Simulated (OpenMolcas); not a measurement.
# CHClFGeN (SMILES N#[C][GeH]([F])[Cl]): the energy, rung by rung

The species is CHClFGeN (6 atoms), meant as a singlet with charge 0. As SMILES, `N#[C][GeH]([F])[Cl]`. The coordinates come from a PBE0-D4/def2-TZVP relaxation.

| atom | x (Å) | y (Å) | z (Å) |
| --- | --- | --- | --- |
| N | -1.0369 | -2.3070 | 0.0307 |
| C | -0.5440 | -1.2673 | 0.0401 |
| Ge | 0.2371 | 0.4779 | 0.1077 |
| F | 1.8960 | 0.2538 | -0.2766 |
| Cl | -0.6276 | 1.6481 | -1.4239 |
| H | 0.1173 | 1.1304 | 1.4758 |

Quantity: the energy change with the Ge3–F4 bond stretched from 1.718 to 3.092 Å, in eV. The values are calculated.

```tsv
level	kind	program	value (eV)	less CCSD(T)/cc-pVDZ
HF/cc-pVDZ (unrestricted)	Hartree–Fock	OpenMolcas	3.57	-0.80
revPBE/cc-pVDZ (restricted)	GGA	OpenMolcas	4.03	-0.34
M06-L/cc-pVDZ (restricted)	meta-GGA	OpenMolcas	4.42	+0.05
TPSS/cc-pVDZ (restricted)	meta-GGA	OpenMolcas	4.32	-0.05
PBE0/cc-pVDZ (restricted)	global hybrid	OpenMolcas	4.83	+0.46
B2PLYP/cc-pVDZ (restricted)	double hybrid	OpenMolcas	4.66	+0.29
MP2/cc-pVDZ (restricted)	perturbation theory	OpenMolcas	5.09	+0.72
CCSD(T)/cc-pVDZ (restricted)	coupled cluster or CI	OpenMolcas	4.37	0.00
```

CCSD(T)/cc-pVDZ (restricted) is the highest level here, not the true value. At this stretch a single reference begins to fail. All-electron rows without a relativistic Hamiltonian named are non-relativistic. The first shape isn't each level's own minimum. The values span 3.57 to 5.09 eV. Spin contamination of the reference (⟨S²⟩ at least 0.1 too high) touches HF/cc-pVDZ. In the correlated wave-function rows the outer d shell of Ge is correlated, in sets not made for it.

Stretching the Ge–F bond is costly at every level, as expected for a short, strongly polar bond between germanium and the most electronegative element. The spread mostly reflects how each method treats the separating electron pair. A restricted determinant keeps both electrons in one spatial orbital and so retains too much ionic character as the bond opens towards two radicals. Exact exchange exposes this error, whereas semilocal exchange partly mimics the missing left-right correlation. This probably explains why PBE0 lies above revPBE, TPSS and M06-L. B2PLYP, with still more exact exchange, breaks a simple ordering by exchange fraction, plausibly because its perturbative term recovers some of the pair correlation. MP2, at 5.09 eV, suggests that second order alone corrects the stretched reference too little.

Unrestricted HF can localise the two electrons on separate fragments but lacks the dynamic correlation that favours the intact bond, consistent with its low value. The closeness of TPSS and M06-L to CCSD(T) may owe something to error cancellation, and a single stretched point doesn't establish a bond dissociation energy.
